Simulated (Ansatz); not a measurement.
**How well defined is a computed U? CeO$_{2}$ by linear response**

```cif
data_structure
_symmetry_space_group_name_H-M 'P 1'
_symmetry_Int_Tables_number 1
_cell_length_a 3.8253
_cell_length_b 3.8253
_cell_length_c 3.8253
_cell_angle_alpha 60.000
_cell_angle_beta 60.000
_cell_angle_gamma 60.000
_cell_volume 39.58
loop_
_atom_site_label
_atom_site_type_symbol
_atom_site_fract_x
_atom_site_fract_y
_atom_site_fract_z
_atom_site_occupancy
Ce1 Ce 0.00000 0.00000 0.00000 1
O1 O 0.25000 0.25000 0.25000 1
O2 O 0.75000 0.75000 0.75000 1
```

Ansatz 0.2.0, plane waves and PAW, scalar-relativistic (no spin–orbit coupling), 6×6×6 k-mesh, space group Fm-3m; spin: none. U acts on the Ce 4f shell and is computed by perturbation theory on the q mesh given, once or until it repeats.

(1) What U results, and how much does the protocol matter?

Answers

(1) 
```tsv
functional	mode	start	q mesh	projectors	cutoff (eV)	U (eV)	occupation in the last response cycle	gap with U
PBE	one shot	U = 0	2×2×2	all electron orthogonalised atomic	420	Ce 4f: 6.07	0.99	2.62 eV
PBE	self-consistent	Ce 5 eV	2×2×2	all electron orthogonalised atomic	420	Ce 4f: 5.63	0.69	2.59 eV
PBE	one shot	U = 0	3×3×3	all electron orthogonalised atomic	420	Ce 4f: 6.07	0.99	2.62 eV
LDA	one shot	Ce 5 eV	2×2×2	all electron orthogonalised atomic	420	Ce 4f: 5.72	0.73	2.55 eV
PBE	one shot	U = 0	2×2×2	all electron atomic	420	Ce 4f: 4.69	1.30	2.25 eV
```

U is the difference of the inverse responses of the shell's occupation to a shift of its level, χ0⁻¹ − χ⁻¹. For the run that gives 4.69 eV: 1/(-0.6312) − 1/(-0.1594) = -1.58 + 6.27 = 4.69 eV. χ0 is the response at fixed potentials; the self-consistent χ is smaller in size, because the electrons' repulsion opposes the change. With all else alike, changing the q mesh from 2×2×2 to 3×3×3 leaves U the same to 0.01 eV; changing the projectors from all electron orthogonalised atomic to all electron atomic moves U by -1.38 eV. The values for Ce 4f spread over 1.4 eV, so a U holds for its own projectors and protocol alone.

The sizeable 4f occupations don't contradict formally tetravalent, 4f⁰ cerium: they measure the 4f character mixed into the filled O 2p band, not localised f electrons. With orthogonalised projectors in PBE, the occupation falls from 0.99 in the response at U = 0 to 0.69 at self-consistency. This fits a U that raises the nearly empty 4f states away from O 2p and so weakens their covalent mixing. Without orthogonalisation the count rises to 1.30, probably because the atomic functions overlap the oxygen orbitals and take in ligand density. The response then belongs to a less purely 4f shell, which suggests why its U is smaller.

The gap separates mainly O 2p from empty Ce 4f states, so it is of charge-transfer type and not a Mott gap between f bands. It doesn't follow U alone: LDA has a larger U than self-consistent PBE but a slightly smaller gap. Whether these values suit reduced ceria, where an electron localises in the 4f shell of Ce³⁺, remains untested.
